Strontium brings two valence electrons to a site where aluminium had three. A neutral Sr on an Al site therefore leaves the oxide one electron short, and this hole carries one unpaired spin. If the hole were a smooth cloud bound to the defect, its density would fall off roughly exponentially with distance, as the tail of a bound state usually does. The isotropic hyperfine constant $A$, which measures the net spin density right at a nucleus, should then shrink from shell to shell for each element.

Ansatz 0.2.0, spin-polarised PBE, plane waves to 420 eV, default PAW datasets, scalar-relativistic, 3×3×3 k-mesh. Neutral Sr on an Al site in a 40-atom Al2O3 supercell with one unpaired electron, ions relaxed in a fixed cell. The hyperfine constant A, defined by H = A I·S, comes from the contact spin density alone, with the cores free to respond.

```tsv
atom	like atoms	distance from the defect (Å)	site moment (muB)	mass number	isotropic hyperfine constant (MHz)
Sr1	1	0.53	0.03	87	6.6
O19	3	2.06	0.01	17	-1.0
O29	3	2.27	0.13	17	-10.2
Al5	1	2.50	0.00	27	-17.7
Al10	3	2.84	0.00	27	-4.9
Al6	3	3.31	0.00	27	-4.1
Al14	3	3.45	0.00	27	-7.7
O20	3	3.57	0.01	17	1.1
Al9	1	3.84	0.00	27	-0.8
O30	3	3.84	0.11	17	-5.8
Al2	3	4.75	0.00	27	-2.6
```

The oxygen rows break this pattern. The oxygens listed first, O19 at 2.06 Å, have an $A$ of only −1.0 MHz, while O30, almost twice as far out, reaches −5.8 MHz. Between them the constant grows in size at O29 and nearly vanishes at O20. An exponential fitted to the four oxygen rows can't follow such an alternation. It runs gently from −5.1 MHz at O19 to −2.9 MHz at O30, five times too strong at the first and half of what is needed at the second.

The distances need some care before this is called a break. They count from the original Al site, and Sr has left that site by 0.53 Å, because the ions were relaxed and only the cell was held fixed. That shift is large enough to swap the order of O19 and O29. Whichever way Sr moved, though, O19 is at most 2.59 Å from it and O30 at least 3.31 Å. The farther oxygen really does have the larger constant.

The site moments show what sets the oxygen constants. The site moment is the surplus of one spin direction inside a sphere around the atom, and it is large on just two shells, O29 and O30. The column headed "like atoms" counts three equivalent atoms in each, and these six oxygens together hold 73 % of the unpaired spin. O30 has eight times the moment of O19. The hole is thus no round cloud about Sr. It occupies oxygen 2p states, and how much weight such a state puts on an oxygen depends on the local potential and on the overlap with neighbouring atoms as well as on distance.

The step from site moment to hyperfine constant is indirect. A 2p orbital has a node at its own nucleus, so the unpaired 2p electron contributes no contact density itself. It acts through exchange: electrons of its own spin in the filled 1s and 2s shells feel a slightly different force from those of opposite spin. The two spin densities of each s shell then no longer cancel at the nucleus. To first order this imbalance is proportional to the 2p spin that causes it, which gives a model with a single constant $k$:

$$A_{\mathrm{O}} \approx k\,m ,$$

where $m$ is the moment on the same oxygen.

One row is enough for a trial. O29 has $m = 0.129\ \mu_\mathrm{B}$ and $A = -10.2$ MHz, so $k = -10.2/0.129 \approx -79$ MHz per $\mu_\mathrm{B}$. For O30, which played no part in this calibration, $m = 0.115\ \mu_\mathrm{B}$ gives $A \approx -79 \times 0.115 \approx -9.1$ MHz. The computed value is −5.8 MHz, so the estimate is more than half too large, but it puts O30 among the strongly coupled shells, where distance alone would not. Part of the miss may come from a little oxygen s character in the hole state, which the low symmetry of these sites allows and which can differ between the shells.

A least-squares fit of $k$ to all four oxygen rows settles on a compromise of about −66 MHz per $\mu_\mathrm{B}$. Its typical miss is 1.4 MHz, against 4.3 MHz for the exponential, which has one constant more. Two large values fix the slope, and the model gets the sign of O20 wrong, though a constant of 1 MHz is uncertain by its own size. Moment and hyperfine constant also come from the same spin density, so the fit tests whether they are proportional and can't confirm the spin density itself. Semilocal functionals such as PBE also underestimate core polarisation, so the size of $k$ shouldn't be carried over to a measured coupling. The output printed below the text gives both fits row by row.

Aluminium behaves differently, because it holds almost no spin of its own. Its nuclei sense the hole through the Al–O bonds. Exchange probably draws bonding electrons of the hole's spin direction towards the oxygen that carries the spin, and the aluminium end is left with a slight surplus of the opposite spin. The signs in the table agree with this picture once they are read with the nuclear magnetic moments, which are negative for $^{17}$O and positive for $^{27}$Al. A negative $A$ then means spin density along the total spin at O29 and O30, but against it at every aluminium listed. Al9 is too small for its sign to count, and Al5 fits only in part: the finer moments in the output give its whole sphere a slight surplus along the total spin, although the density at its nucleus points the other way.

An exponential fitted to the six aluminium rows comes close at Al5 but misses two shells by more than 4 MHz. At Al10 it gives −9.1 MHz where the calculation has −4.9 MHz, and at Al14 it gives −3.3 MHz where the calculation has −7.7 MHz. The shell listed as farther out has the larger constant, but here the shift of Sr could reverse the order: Al10 may be as far as 3.37 Å from it and Al14 as near as 2.92 Å. The small cell weakens this break further, because Al14 lies almost midway between one Sr and its next periodic image, so two defects act on it. If the spin on the oxygens is the source, however, distance from Sr is the wrong measure for aluminium too. A better one is the number of bonds an aluminium has to the spin-carrying oxygens. Counted in the unrelaxed corundum structure, with this cell repeated, it is three for Al5, two each for Al14 and Al10, one each for Al6 and Al2, and none for Al9. The constants shrink in the same order, from −17.7 MHz at Al5 to −0.8 MHz at Al9. The count can't tell Al14 from Al10; their difference may lie in bond lengths and angles after relaxation, or in the nearby image.

An electron trapped at an oxygen vacancy makes a useful contrast. Its orbital is largely s-like and centred on the empty site, so it reaches the surrounding aluminium nuclei directly, and distance from the vacancy is a sensible first guide to the coupling. For the hole studied here, the first question is which oxygens hold the spin. In this run, a strong oxygen coupling alone doesn't show that the oxygen is close to the dopant.

How the spin is shared among those oxygens is the least certain part of the result. The run kept a threefold axis, which forces equal spin on the three atoms of each shell, and a semilocal functional such as PBE favours spread-out holes in any case. Occupied and empty bands overlap slightly in this run, so the hole has no isolated level of its own. The fixed cell is also left under a pressure of about 19 GPa, and letting it expand would change the bond lengths and could shift spin between the oxygens. The cell is small as well: its edges are 7.0 Å, so O30 lies more than half an edge from the defect and may owe part of its spin to the periodic images. Holes at acceptors in wide-gap oxides such as MgO are known to settle on a single oxygen, and this one might do the same in a larger cell, with the symmetry lifted and a functional that spreads holes less. By the proportionality found here, that one nucleus would then show a coupling several times that of O29, and the other five would lose most of theirs.

The analysis program printed:

```
fit of A on 4 rows (ox): coefficient of exp(-r/s) -9.752 +/- 7.2, s 3.17; rms 4.27, worst O29 5.43, leave-one-out rms 8.15
  rows outside the fit (model, value, miss): Sr1 -8.251, 6.6, -14.9; Al5 -4.432, -17.7, 13.3; Al10 -3.981, -4.9, 0.919; Al6 -3.432, -4.1, 0.668; Al14 -3.284, -7.7, 4.42; Al9 -2.904, -0.8, -2.1; Al2 -2.179, -2.6, 0.421
fit of A on 6 rows (al): coefficient of exp(-r/s) -1040 +/- 181, s 0.6; rms 2.76, worst Al14 4.39, leave-one-out rms 5.96
  rows outside the fit (model, value, miss): Sr1 -429.9, 6.6, -437; O19 -33.57, -1, -32.6; O29 -23.65, -10.2, -13.5; O20 -2.71, 1.1, -3.81; O30 -1.728, -5.8, 4.07
fit of A on 4 rows (ox): coefficient of mf -66.21 +/- 9.5; rms 1.43, worst O30 -1.8, leave-one-out rms 2.56
  rows outside the fit (model, value, miss): Sr1 -2.15, 6.6, -8.75; Al5 -0.06149, -17.7, 17.6; Al10 0.03056, -4.9, 4.93; Al6 0.01776, -4.1, 4.12; Al14 0.01925, -7.7, 7.72; Al9 0.004354, -0.8, 0.804; Al2 0.01546, -2.6, 2.62
Sites (distance model not meant for Sr and spin model for O only):
   row  'site moment in muB'  'A over nuclear g in MHz'  'A from distance in MHz'  'A from site spin in MHz'
   Sr1               0.03248                      -27.5                    -8.251                      -2.15
   O19               0.01441                      1.316                    -5.092                    -0.9538
   O29                 0.129                      13.42                    -4.765                      -8.54
   Al5             0.0009287                      -11.8                    -16.12                   -0.06149
  Al10            -0.0004615                     -3.267                    -9.148                    0.03056
   Al6            -0.0002682                     -2.733                     -4.18                    0.01776
  Al14            -0.0002908                     -5.133                     -3.31                    0.01925
   O20              0.005412                     -1.447                    -3.162                    -0.3583
   Al9            -6.576e-05                    -0.5333                    -1.728                   0.004354
   O30                0.1148                      7.632                    -2.904                     -7.602
   Al2            -0.0002336                     -1.733                   -0.3792                    0.01546
Share of the total spin of 1 muB on the O29 and O30 triples in percent: 73.14
Site moment of O30 over that of O19: 7.97
Largest possible distance of O19 from the shifted Sr in angstrom: 2.59
Smallest possible distance of O30 from the shifted Sr in angstrom: 3.31
Rms miss of the site-spin model on oxygen in MHz: 1.426
Rms miss of the distance model on oxygen in MHz: 4.267
A per site spin at O29 in MHz per muB: -79.08
A per site spin at O30 in MHz per muB: -50.52
A of Al14 over A of Al10: 1.571
Largest possible distance of Al10 from the shifted Sr in angstrom: 3.37
Smallest possible distance of Al14 from the shifted Sr in angstrom: 2.92
```
